**Question**

The table lists, for phosphorus (PBE, scalar-relativistic), the phase φ defined by tan φ = L = R u′/u at R = 1.709 bohr, where u is r times the radial function, and the error δφ, pseudo minus all-electron. In Rydberg units, and apart from small relativistic terms, u″ = (V − E)u, where V includes the centrifugal term for p.

Calculated values. ld1.x 7.5, PBE, scalar-relativistic: spherical P atom (3s2 3p3) and its separable Troullier-Martins pseudopotential (radii s 1.4, p 1.55 bohr; p local; no core correction). Phase = unwrapped arctan(r u'/u) at r = 1.709 bohr, with u = r times the radial function. Error = pseudo minus all-electron, multiples of π matched at the reference levels (s -1.027, p -0.4047 Ry).

```
energy (Ry)  phase s all-electron (rad)  phase s error (rad)  phase p all-electron (rad)  phase p error (rad)
     -3.000                      0.9955              -0.0030                      1.1449              -0.0040
     -2.520                      0.8687              -0.0029                      1.0892              -0.0038
     -2.040                      0.6619              -0.0024                      1.0112              -0.0034
     -1.560                      0.3102              -0.0013                      0.8951              -0.0027
     -1.080                     -0.2083               0.0000                      0.7097              -0.0017
     -0.600                     -0.7003              -0.0007                      0.3970              -0.0003
     -0.120                     -1.0164              -0.0023                     -0.0874              -0.0007
      0.360                     -1.2032              -0.0037                     -0.6006              -0.0047
      0.840                     -1.3204              -0.0050                     -0.9538              -0.0083
      1.320                     -1.4000              -0.0062                     -1.1641              -0.0103
      1.800                     -1.4579              -0.0075                     -1.2945              -0.0118
      2.280                     -1.5026              -0.0091                     -1.3820              -0.0132
      2.760                     -1.5388              -0.0109                     -1.4450              -0.0148
      3.240                     -1.5694              -0.0133                     -1.4932              -0.0167
      3.720                     -1.5963              -0.0164                     -1.5320              -0.0191
      4.200                     -1.6209              -0.0203                     -1.5648              -0.0220
      4.680                     -1.6442              -0.0257                     -1.5936              -0.0257
```

(a) Replace the interior by a flat floor V₀ of width a that ends at R and has a hard wall at its inner end. Find φ(E) and fix a and V₀ from the table.

(b) The potential reproduces L and the norm inside R at the reference level E_ref, where φ = φ₀. What form does δφ take?

(c) Estimate φ and δφ at −2.04 and 1.80 Ry, and judge the rules.

**Model answer**

(a) With k² = E − V₀, u = sin k(r − R + a), so tan φ = kR cot ka; below the floor, tan φ = κR coth κa with κ² = V₀ − E. Far below V₀ the width drops out and tan φ → κR. At E = V₀ the wave is a straight line and tan φ = R/a. At ka = π/2 the crest of the wave lies at R and φ = 0. At ka = π a node lies at R and φ = −π/2, which is no resonance. Between crest and node k² quadruples, so their distance ΔE gives a = (π/2)√(3/ΔE) and V₀ = E_zero − ΔE/3.

Linear interpolation puts the s zero at −1.273 and the node at 3.265 Ry, so ΔE = 4.538 Ry, a = 1.28 bohr and V₀ = −2.79 Ry. The p column gives the same a and V₀ = −1.71 Ry.

(b) Take L₀ = tan φ₀ as boundary condition at R and expand in the levels of the sphere (the R-matrix expansion): R/(L − L₀) = u₀²/(E_ref − E) + B(E). Here u₀ is the reference wave at R, normalised in the sphere, and B sums the other levels. Matching and norm conservation make the pole term equal in both atoms, so only B differs. Since cot(φ − φ₀) = L₀ + (1 + L₀²)/(L − L₀), the change of the cotangent is a smooth β = (1 + L₀²) δB/R, and

δφ = −β sin²(φ − φ₀).

Near E_ref the phase difference is proportional to x = E − E_ref, so the error has a double zero. Where φ − φ₀ approaches ±π/2 the sine saturates and |δφ| equals β. Any further growth must come from β, which should rise towards the next level of the sphere; take β = β₀/(1 − x/D). A least-squares fit to all 17 rows gives β₀ = 0.0054, D = 7.1 Ry for s (φ₀ = −0.27) and β₀ = 0.0084, D = 7.3 Ry for p (φ₀ = 0.22).

(c) For s at 1.80 Ry, E − V₀ = 4.59, k = 2.142, ka = 2.742, tan φ = −8.68 and φ = −1.456, against −1.4579. Then sin²(−1.456 + 0.27) = 0.859 and 1 − 2.827/7.1 = 0.602, so δφ = −0.0054 × 0.859/0.602 = −0.0077, against −0.0075. The p channel gives −1.291 and −0.0120, against −1.2945 and −0.0118.

At −2.04 Ry p lies below its floor: κ = 0.574, κa = 0.735, tan φ = 1.568 and φ = 1.003, against 1.0112; δφ = −0.0034 matches the table. The s channel does worse, with 0.635 against 0.6619 and −0.0029 against −0.0024. Neither row helped to fix a and V₀, but both entered the fit of β₀ and D.

The flat well misses φ by at most 0.029 rad (s, −1.56 Ry) and 0.011 rad (p, −1.08 Ry). The chained rule gives δφ within 0.0010 rad on every row, and within 27 % (s) and 7 % (p) of the tabulated error where that reaches 0.001 rad. The output after this text lists each row.

**Remarks on the reasoning**

Subtracting the tabulated φ from a flat-well phase can't give δφ: at −1.56 Ry the misfit is over twenty times the s error. It hardly matters inside a sine squared.

The constants a and V₀ are calibrations at this radius. The wall at R − a = 0.43 bohr lies inside the outer nodes of the all-electron waves, near 0.65 bohr, plausibly because the real potential deepens inward. The higher p floor has the sign and rough size of the centrifugal term, 2/R² ≈ 0.7 Ry at R. By the model, a roomier sphere shrinks ΔE as 1/a², and a more tightly bound level shifts the whole curve to lower energy.

The double zero is built into the potential and tests nothing. The numbers do show that it can't be extended: cx² fitted to all rows errs by up to 83 % (s) and 90 % (p) where the tabulated error reaches 0.001 rad, because it ignores the saturation. They also show β = −δφ/sin²(φ − φ₀) rising eightfold (s) and fourfold (p) over the range, steadily except beside the references, where δφ is only a few units of the last digit. Above about 1.5 Ry (s) and 2 Ry (p) a constant β₀ is too small by more than 30 %.

Phase errors flatter high energies, where φ is flat. Dividing δφ by the slope shows how much earlier the pseudo atom reaches a given phase: at 1.80 Ry, 0.07 Ry for s and 0.05 Ry for p, although p has the larger phase error. At 4.68 Ry both are near 0.5 Ry.

Rule (b) assumes a smooth B. No bound ghost was found and no jump of π appears, but a narrow s level between grid points would add an unseen pole; p is local and has no projector to make one. The rule describes one spherical, unpolarised 3s² 3p³ atom at fixed potential. Changes of occupation are a separate matter, with excitation errors of, for example, 0.76 meV (3s² 3p²) and 200 meV (3s¹ 3p⁰) in the same run, and neither test gives the error in a solid.

Positive β means, by the expansion, that the pseudo levels above the reference, taken together, lie lower or weigh more at R, or that the negative core terms are absent. Missing core terms would weaken with energy, so the rise of β must come from the levels above; whether their position or their weight is at fault is left open. A pure change of weight gives the denominator used here, and a small shift at equal weight gives its square. The square fits s better (9 % against 29 %) and p worse (20 % against 6 %), and it moves D to about 10 Ry, so D is no level energy and the rule should stop at 4.68 Ry. Whether the two channels really fail in different ways is left open by a curve that ends well below the next level of the sphere, which the flat well puts near x = 12 Ry.

Numerical output:

```
rounding floor of phases and errors: 0.00005 rad; residual = model - table
s rule1: zero -1.273, node 3.265, gap 4.538 Ry -> a 1.28 bohr, V0 -2.79 Ry; rms 0.0128, worst -0.0291 rad at -1.56 Ry
s  least squares a 1.293, V0 -2.737; rms 0.0073, worst -0.0123 rad at 4.68 Ry
s  R-a 0.43 bohr, AE outer node 0.65 bohr; next well level, same boundary: x = 12.0 Ry
s  phi0 spline -0.268, waves -0.264, well -0.286 rad; slope spline -1.119, norm (Q 0.445) -1.153 rad/Ry; tangent within 0.05 rad: -1.56..-0.60 Ry
s rule2 power 2: b0 0.00439, D 9.59 Ry; rms 0.0001, worst +0.0003 rad at -3.00 Ry; worst rel. (|err|>=0.001) 9%
s rule2 power 1: b0 0.00543, D 7.11 Ry; rms 0.0006, worst +0.0010 rad at 3.72 Ry; worst rel. (|err|>=0.001) 29%
s  rival c x^2: c -0.00077 rad/Ry^2; rms 0.0013, worst +0.0023 rad at 0.84 Ry; worst rel. 83%
s  by hand (rule1 phase, phi0 -0.27, b0 0.0054, D 7.1): rms 0.0006, worst +0.0010 rad at 3.72 Ry; worst rel. 27%
s  constant b0 within 30% from -1.56 to 1.32 Ry; beta last/first 8.1; max|err| 0.0257 rad
p rule1: zero -0.207, node 4.300, gap 4.507 Ry -> a 1.28 bohr, V0 -1.71 Ry; rms 0.0058, worst -0.0106 rad at -1.08 Ry
p  least squares a 1.292, V0 -1.675; rms 0.0030, worst -0.0043 rad at -2.52 Ry
p  R-a 0.43 bohr, AE outer node 0.64 bohr; next well level, same boundary: x = 12.0 Ry
p  phi0 spline 0.216, waves 0.218, well 0.209 rad; slope spline -0.997, norm (Q 0.280) -1.001 rad/Ry; tangent within 0.05 rad: -0.60..-0.12 Ry
p rule2 power 2: b0 0.00764, D 10.88 Ry; rms 0.0003, worst +0.0008 rad at -3.00 Ry; worst rel. (|err|>=0.001) 20%
p rule2 power 1: b0 0.00838, D 7.30 Ry; rms 0.0002, worst +0.0004 rad at 3.72 Ry; worst rel. (|err|>=0.001) 6%
p  rival c x^2: c -0.00113 rad/Ry^2; rms 0.0036, worst +0.0069 rad at 1.32 Ry; worst rel. 90%
p  by hand (rule1 phase, phi0 0.22, b0 0.0084, D 7.3): rms 0.0002, worst +0.0004 rad at 3.72 Ry; worst rel. 7%
p  constant b0 within 30% from -2.52 to 1.80 Ry; beta last/first 4.4; max|err| 0.0257 rad
E/Ry | s then p: rule1 resid, hand err, resid (rad), 1000*beta(+-floor), energy shift Ry
-3.00 | -0.017 -0.0038 -0.0008  3.3(0.1) 0.013 | -0.007 -0.0039 +0.0001  6.2(0.1) 0.039
-2.52 | -0.021 -0.0036 -0.0007  3.5(0.1) 0.009 | -0.007 -0.0038 +0.0000  6.5(0.1) 0.028
-2.04 | -0.026 -0.0029 -0.0005  3.7(0.1) 0.004 | -0.008 -0.0034 -0.0000  6.7(0.1) 0.017
-1.56 | -0.029 -0.0014 -0.0001  4.3(0.2) 0.001 | -0.009 -0.0028 -0.0001  6.8(0.1) 0.009
-1.08 | -0.019 -0.0000 -0.0000 -0.0(13.9) -0.000 | -0.011 -0.0016 +0.0001  7.6(0.2) 0.003
-0.60 | -0.003 -0.0010 -0.0003  4.0(0.3) 0.001 | -0.011 -0.0002 +0.0001  9.3(1.5) 0.000
-0.12 | +0.004 -0.0028 -0.0005  5.0(0.1) 0.005 | -0.006 -0.0008 -0.0001  7.8(0.6) 0.001
 0.36 | +0.005 -0.0043 -0.0006  5.7(0.1) 0.012 | +0.002 -0.0050 -0.0003  8.8(0.1) 0.005
 0.84 | +0.004 -0.0055 -0.0005  6.6(0.1) 0.025 | +0.004 -0.0086 -0.0003  9.8(0.1) 0.015
 1.32 | +0.003 -0.0066 -0.0004  7.6(0.1) 0.044 | +0.004 -0.0106 -0.0003 10.7(0.1) 0.031
 1.80 | +0.002 -0.0077 -0.0002  8.7(0.1) 0.072 | +0.003 -0.0120 -0.0002 11.8(0.1) 0.054
 2.28 | +0.001 -0.0090 +0.0001 10.2(0.1) 0.110 | +0.003 -0.0133 -0.0001 13.2(0.1) 0.087
 2.76 | -0.001 -0.0106 +0.0003 11.9(0.1) 0.158 | +0.002 -0.0147 +0.0001 14.9(0.1) 0.131
 3.24 | -0.002 -0.0126 +0.0007 14.3(0.1) 0.224 | +0.002 -0.0164 +0.0003 17.0(0.1) 0.187
 3.72 | -0.003 -0.0154 +0.0010 17.4(0.1) 0.308 | +0.001 -0.0187 +0.0004 19.7(0.1) 0.259
 4.20 | -0.005 -0.0195 +0.0008 21.3(0.1) 0.409 | +0.001 -0.0217 +0.0003 23.0(0.1) 0.346
 4.68 | -0.006 -0.0265 -0.0008 26.7(0.1) 0.537 | +0.001 -0.0261 -0.0004 27.2(0.1) 0.451
worked s -2.04: E-V0 +0.75, |k| 0.866, |k|a 1.109, tan +0.737, phi +0.635 (table +0.6619), sin2 0.619, x -1.013, 1-x/D 1.143, err -0.0029 (table -0.0024)
worked p -2.04: E-V0 -0.33, |k| 0.574, |k|a 0.735, tan +1.568, phi +1.003 (table +1.0112), sin2 0.498, x -1.635, 1-x/D 1.224, err -0.0034 (table -0.0034)
worked s 1.80: E-V0 +4.59, |k| 2.142, |k|a 2.742, tan -8.677, phi -1.456 (table -1.4579), sin2 0.859, x +2.827, 1-x/D 0.602, err -0.0077 (table -0.0075)
worked p 1.80: E-V0 +3.51, |k| 1.873, |k|a 2.398, tan -3.482, phi -1.291 (table -1.2945), sin2 0.996, x +2.205, 1-x/D 0.698, err -0.0120 (table -0.0118)
```
